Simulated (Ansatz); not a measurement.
## Ligand exchange: CHCl2F + Si(CH3)3F → CHClF2 + Si(CH3)3Cl

Species: CHCl2F (dichlorofluoromethane) `FC(Cl)Cl`, singlet; Si(CH3)3F (trimethylsilyl fluoride), singlet; CHClF2 (difluorochloromethane) `FC(F)Cl`, singlet; Si(CH3)3Cl (chlorotrimethylsilane), singlet. The partners trade Cl for F: C–Cl and Si–F bonds give way to C–F and Si–Cl.

Shapes, held fixed at every level: PBE0-D4/def2-TZVP. Programs: Ansatz 0.2.0. The zero-point and thermal change to 298 K, harmonic and unscaled (PBE0-D4/def2-TZVP), is +2.3 kJ/mol.

(1) Estimate ΔH(298 K) of this reaction.

## Answers

(1) The highest level, CCSD(T)/CBS estimate, gives ΔH(298 K) = +22.8 kJ/mol; the levels span +12.6 to +22.8. The column of differences is taken from that level and isn't an error. No measured value is set beside it here. The CBS estimate extrapolates MP2 from def2-TZVPP and def2-QZVPP and adds CCSD(T) − MP2 in the triple-zeta set, cores frozen. Times are processor times on shared x86 and Arm servers, and rough.

```tsv
level	kind	ΔH(298 K) (kJ/mol)	less CCSD(T)/CBS estimate	CPU time (sum over the molecules)
SPW92/def2-TZVPP	LDA	+13.9	-8.9	17 s
PBE-D4/def2-TZVPP	GGA	+14.3	-8.5	31 s
B3LYP-D4/def2-TZVPP	global hybrid	+18.8	-4.0	61 s
BHLYP-D4/def2-TZVPP	global hybrid	+15.2	-7.6	40 s
r2SCAN0-D4/def2-TZVPP	global hybrid	+12.6	-10.2	64 s
MP2/def2-TZVPP	perturbation theory	+20.0	-2.8	–
CCSD/def2-TZVPP	coupled cluster or CI	+18.1	-4.7	–
CCSD(T)/CBS estimate	coupled cluster or CI	+22.8	0.0	84 min
```

The exchange is endothermic at every level, so fluorine prefers silicon and chlorine carbon. The thermal term of +2.3 kJ/mol is small beside even the lowest total, which makes the preference mainly electronic. Replacing chlorine by fluorine strengthens the bond at either centre, but the gain is larger at silicon. Silicon is more electropositive than carbon, so its bond to fluorine is especially polar, and fluorine lone pairs can also delocalise into antibonding orbitals on the silyl group. Geminal fluorines stabilise CHClF2 through similar lone-pair donation into C–F antibonding orbitals, which probably offsets part of the cost.

Because the reaction keeps the number of C–halogen and Si–halogen bonds, much of the error in each bond energy should cancel, and even the LDA gets the sign right. The remaining spread doesn't follow the functional class: B3LYP lies closest to the coupled-cluster estimate among the density functionals, while r2SCAN0, also a hybrid, lies furthest away. The sign is therefore better supported than the exact magnitude. The enthalpy alone says nothing about how fast the halogens exchange.
